\section*{Appendix: thermal stress in a zirconia bead heated at a constant rate}

\subsection*{Problem}

A dense bead of yttria-stabilised tetragonal zirconia polycrystal (3Y-TZP), of radius $b=5$~mm, is uniform and stress-free at $\Theta_0=300$~K. From $t=0$ its surface temperature is raised at $\beta=10$~K\,s$^{-1}$ (600~K\,min$^{-1}$) up to 700~K, a ramp of 40~s. The surface carries no traction. The solid is treated as homogeneous, isotropic and linearly elastic, with the following typical values, rounded and held constant: $E=210$~GPa, $\nu=0.30$, linear expansion coefficient $\alpha=10.5\times10^{-6}$~K$^{-1}$, $k=2.5$~W\,m$^{-1}$\,K$^{-1}$, $\rho=6050$~kg\,m$^{-3}$, $c_p=500$~J\,kg$^{-1}$\,K$^{-1}$. Tension is positive, and $T=\Theta-\Theta_0$ is the rise above the initial temperature.

Find (a) the stress for an arbitrary radial $T(r)$; (b) the temperature and stress late in the ramp; (c) the approach to that state; (d) the largest rate compatible with an assumed allowable tension of 100~MPa; (e) whether any heating schedule avoids stress.

\subsection*{(a) Displacement potential and free sphere}

With Lam\'e constants $\lambda,\mu$, the stress is $\sigma_{ij}=\lambda\varepsilon_{kk}\delta_{ij}+2\mu\varepsilon_{ij}-(3\lambda+2\mu)\alpha T\delta_{ij}$, and equilibrium reads
\begin{equation}
(\lambda+\mu)\nabla(\nabla\!\cdot\!\mathbf u)+\mu\nabla^2\mathbf u=(3\lambda+2\mu)\alpha\nabla T .
\end{equation}
Goodier's substitution (1937), $\mathbf u=\nabla\phi$, turns the left side into $(\lambda+2\mu)\nabla\nabla^2\phi$. Since $(3\lambda+2\mu)/(\lambda+2\mu)=(1+\nu)/(1-\nu)$, a particular solution is
\begin{equation}
\nabla^2\phi=\frac{1+\nu}{1-\nu}\,\alpha T,\qquad
\sigma_{ij}=2\mu\left(\partial_i\partial_j\phi-\delta_{ij}\nabla^2\phi\right).
\label{eq:goodier}
\end{equation}
It ignores the boundary, which an added isothermal solution must repair. For radial $T$, one integration regular at the origin gives
\begin{equation}
\phi'=\frac{1+\nu}{1-\nu}\,\alpha\, r J(r),\qquad J(r)=\frac1{r^3}\int_0^r T s^2\,ds .
\end{equation}
Define $S=\alpha E/(1-\nu)=2\mu\alpha(1+\nu)/(1-\nu)$. Equation~\eqref{eq:goodier} yields $\sigma_{rr}=-4\mu\phi'/r=-2SJ$ and $\sigma_{\theta\theta}=2\mu(\phi'/r-\nabla^2\phi)=S(J-T)$. The only regular radial isothermal field is $u\propto r$, a uniform hydrostatic stress. Choosing it as $2SJ(b)$ frees the surface:
\begin{align}
\sigma_{rr}&=2S\,[J(b)-J(r)],\label{eq:srr}\\
\sigma_{\theta\theta}=\sigma_{\varphi\varphi}&=S\,[2J(b)+J(r)-T(r)].\label{eq:stt}
\end{align}
The volume mean is $\bar T=3J(b)$, and $J(0)=T(0)/3$. Hence
\begin{equation}
\sigma_{\theta\theta}(b)=S\,[\bar T-T(b)],\qquad
\sigma(0)=\tfrac23 S\,[\bar T-T(0)],\qquad
\sigma_{kk}=2S\,[\bar T-T],
\label{eq:short}
\end{equation}
the stress at the centre being hydrostatic. The hoop strain at the surface is $(1-\nu)\sigma_{\theta\theta}(b)/E+\alpha T(b)=\alpha\bar T$, so that $u(b)=\alpha b\bar T$. For the bead,
\begin{equation}
S=\frac{(10.5\times10^{-6}~\mathrm{K^{-1}})(210\times10^{3}~\mathrm{MPa})}{0.70}=3.15~\mathrm{MPa\,K^{-1}} .
\end{equation}

\subsection*{(b) Quasi-steady state}

The diffusivity is $\kappa=k/(\rho c_p)=0.826$~mm$^2$\,s$^{-1}$, and $b^2/\kappa=\rho c_pb^2/k=30.25$~s. The solution of $\dot T=\kappa\nabla^2T$ with $T(b,t)=\beta t$ and $T(r,0)=0$ is
\begin{equation}
T=\beta t-\frac{\beta(b^2-r^2)}{6\kappa}+\frac{2\beta b^3}{\pi^3\kappa r}\sum_{n=1}^\infty\frac{(-1)^{n+1}}{n^3}\sin\frac{n\pi r}{b}\,e^{-n^2t/\tau},
\qquad \tau=\frac{b^2}{\pi^2\kappa}=3.065~\mathrm{s}.
\label{eq:T}
\end{equation}
The first two terms satisfy the equation and the boundary condition. The sum consists of decaying modes that vanish at $r=b$, with coefficients from the sine series of $r(b^2-r^2)/6$, so that it cancels the parabola at $t=0$. For $t\gg\tau$ every point rises at the rate $\beta$, and the centre lags the surface by
\begin{equation}
A=\frac{\beta b^2}{6\kappa}=\frac{(10~\mathrm{K\,s^{-1}})(30.25~\mathrm s)}{6}=50.4~\mathrm K .
\end{equation}
With $\xi=r/b$, $T=\text{const}+A\xi^2$. The constant drops out of Eqs.~\eqref{eq:srr} and \eqref{eq:stt}, the remainder has $J=A\xi^2/5$, and
\begin{equation}
\sigma_{rr}=\sigma_0(1-\xi^2),\qquad \sigma_{\theta\theta}=\sigma_0(1-2\xi^2),\qquad
\sigma_0=\frac{2SA}{5}=\frac{\alpha E\beta b^2}{15\kappa(1-\nu)} .
\label{eq:qs}
\end{equation}
The mean lags the surface by $2A/5=\beta b^2/(15\kappa)=20.17$~K, so
\begin{equation}
\sigma_0=(3.15~\mathrm{MPa\,K^{-1}})(20.17~\mathrm K)=63.5~\mathrm{MPa}.
\end{equation}

\begin{center}
\begin{tabular}{lcccc}
\hline
$r/b$ & $0$ & $1/2$ & $1/\sqrt2$ & $1$\\
\hline
$T-T(b)$ (K) & $-50.4$ & $-37.8$ & $-25.2$ & $0$\\
$\sigma_{rr}$ (MPa) & $63.5$ & $47.6$ & $31.8$ & $0$\\
$\sigma_{\theta\theta}$ (MPa) & $63.5$ & $31.8$ & $0$ & $-63.5$\\
\hline
\end{tabular}
\end{center}

The hot shell pulls the cooler core into tension and is itself held in biaxial compression. The largest shear stress, $(\sigma_{rr}-\sigma_{\theta\theta})/2=\sigma_0\xi^2/2$, is 31.8~MPa, at the surface. At the end of the ramp $\bar T=400~\mathrm K-20.17~\mathrm K=379.8$~K, and the radius has grown by $\alpha b\bar T=19.9~\mu$m. The heat flux that sustains the ramp is $\rho c_p\beta b/3=5.04$~W\,cm$^{-2}$. Cooling at the same rate reverses every stress and puts the surface in tension.

\subsection*{(c) Transient}

The volume mean of $r^{-1}\sin(n\pi r/b)$ is $3(-1)^{n+1}/(n\pi b)$, and its value at the centre is $n\pi/b$. Inserting Eq.~\eqref{eq:T} into Eq.~\eqref{eq:short},
\begin{align}
\sigma_{\theta\theta}(b,t)&=-\sigma_0\Big[1-\frac{90}{\pi^4}\sum_{n}\frac{e^{-n^2t/\tau}}{n^4}\Big],\\
\sigma(0,t)&=\sigma_0\Big[1+\frac{60}{\pi^4}\sum_{n}\frac{e^{-n^2t/\tau}}{n^4}-\frac{20}{\pi^2}\sum_{n}\frac{(-1)^{n+1}e^{-n^2t/\tau}}{n^2}\Big].
\end{align}
Both brackets vanish at $t=0$, where the sums equal $\pi^4/90$ and $\pi^2/12$. Neither overshoots. The rate $\dot T$ obeys the heat equation with a step $\beta$ at the surface, so it lies between 0 and $\beta$ and increases outwards, and both differences in Eq.~\eqref{eq:short} grow steadily in magnitude.

At $t=10$~s, $t/\tau=3.263$ and $e^{-t/\tau}=0.0383$, and the $n=1$ terms suffice. Their coefficients are $90/\pi^4=0.924$ and $20/\pi^2-60/\pi^4=1.410$. The brackets are 0.965 and 0.946, which gives $-61.3$~MPa at the surface and 60.1~MPa at the centre. The central stress comes within 1 per cent of $\sigma_0$ at $t=\tau\ln(141.0)=15.2$~s, when the surface has risen by 152~K. The greater part of the ramp is therefore quasi-steady.

\subsection*{(d) Allowable rate}

On heating, the largest tension is $\sigma_0$ at the centre. The assumed allowable of 100~MPa is one tenth of a typical room-temperature flexural strength of about 1000~MPa. From Eq.~\eqref{eq:qs},
\begin{equation}
\beta_{\max}=\frac{15\kappa(1-\nu)\sigma_{\rm all}}{\alpha Eb^2}
=10~\mathrm{K\,s^{-1}}\times\frac{100~\mathrm{MPa}}{63.5~\mathrm{MPa}}=15.7~\mathrm{K\,s^{-1}} .
\end{equation}
The ramp then lasts 25~s, longer than 15.2~s, so the quasi-steady formula applies. The limit scales as $b^{-2}$.

\subsection*{(e) Stress-free temperature fields}

Zero stress means $\varepsilon_{ij}=\alpha T\delta_{ij}$. The compatibility conditions $\nabla^2\varepsilon_{ij}+\partial_i\partial_j\varepsilon_{kk}-\partial_i\partial_k\varepsilon_{jk}-\partial_j\partial_k\varepsilon_{ik}=0$ become $\delta_{ij}\nabla^2T+\partial_i\partial_jT=0$ for constant $\alpha$. The trace gives $4\nabla^2T=0$, and then $\partial_i\partial_jT=0$, so $T=a+\mathbf g\cdot\mathbf x$. Conversely,
\begin{equation}
\mathbf u=\alpha\left[(a+\mathbf g\cdot\mathbf x)\,\mathbf x-\tfrac12 x^2\,\mathbf g\right]
\end{equation}
has exactly this strain. A free homogeneous isotropic body is thus stress-free if and only if $T$ is linear in Cartesian coordinates. Heating by conduction from the surface has $\nabla^2T=\dot T/\kappa\neq0$, so every such schedule produces stress, and a slower ramp merely reduces it.

\subsection*{Neglected terms}

\emph{Inertia.} The elastic transit time $b\sqrt{\rho/E}=0.85~\mu$s is negligible beside $\tau$.

\emph{Thermoelastic coupling.} Written with the stress as variable, the heat equation is $\rho c_p\dot T+\alpha\Theta\,\dot\sigma_{kk}=k\nabla^2T$. By Eq.~\eqref{eq:short} the added term is $2\alpha S\Theta(\dot{\bar T}-\dot T)$. Relative to $\rho c_p\beta$ it is at most $2\alpha S\Theta/(\rho c_p)=0.015$ at 700~K, and it vanishes in the quasi-steady state, where the stress is constant. This is why $c_p$, the heat capacity at constant stress, belongs in $\kappa$.

\emph{Surface heat transfer.} If the surroundings are ramped instead, with a constant transfer coefficient, the bead lags and the transient lasts longer, but all points end by rising at $\beta$ and Eq.~\eqref{eq:qs} stands.

\emph{Temperature-dependent properties.} This is the dominant approximation. Late in the ramp $\sigma_0\propto\alpha E\rho c_p/[k(1-\nu)]$ follows, approximately, the values at the current temperature, $\alpha$ being the differential coefficient. The heat capacity typically rises from about 450 to about 600~J\,kg$^{-1}$\,K$^{-1}$ between 300 and 700~K. This alone moves $\sigma_0$ from 57 to 76~MPa and lowers $\beta_{\max}$ to 13.1~K\,s$^{-1}$ at the hot end. The three-figure values above are the arithmetic of the constant-property model. The model's answer is a central tension of roughly 60 to 75~MPa and an allowable rate of roughly 13 to 16~K\,s$^{-1}$.

\subsection*{Comparison with polycrystalline silicon}

For an untextured polycrystalline silicon sphere of the same radius and rate, typical values near 500~K are $E=160$~GPa, $\nu=0.22$, $\alpha=3.6\times10^{-6}$~K$^{-1}$, $k=75$~W\,m$^{-1}$\,K$^{-1}$, $\rho=2330$~kg\,m$^{-3}$ and $c_p=840$~J\,kg$^{-1}$\,K$^{-1}$. Then $S=0.738$~MPa\,K$^{-1}$, $b^2/\kappa=0.652$~s, the mean lags the surface by 0.435~K, and the model gives $\sigma_0=0.32$~MPa. This is smaller than in zirconia by a factor $2.0\times10^2$, of which 46 comes from $b^2/\kappa$ and 4.3 from $S$.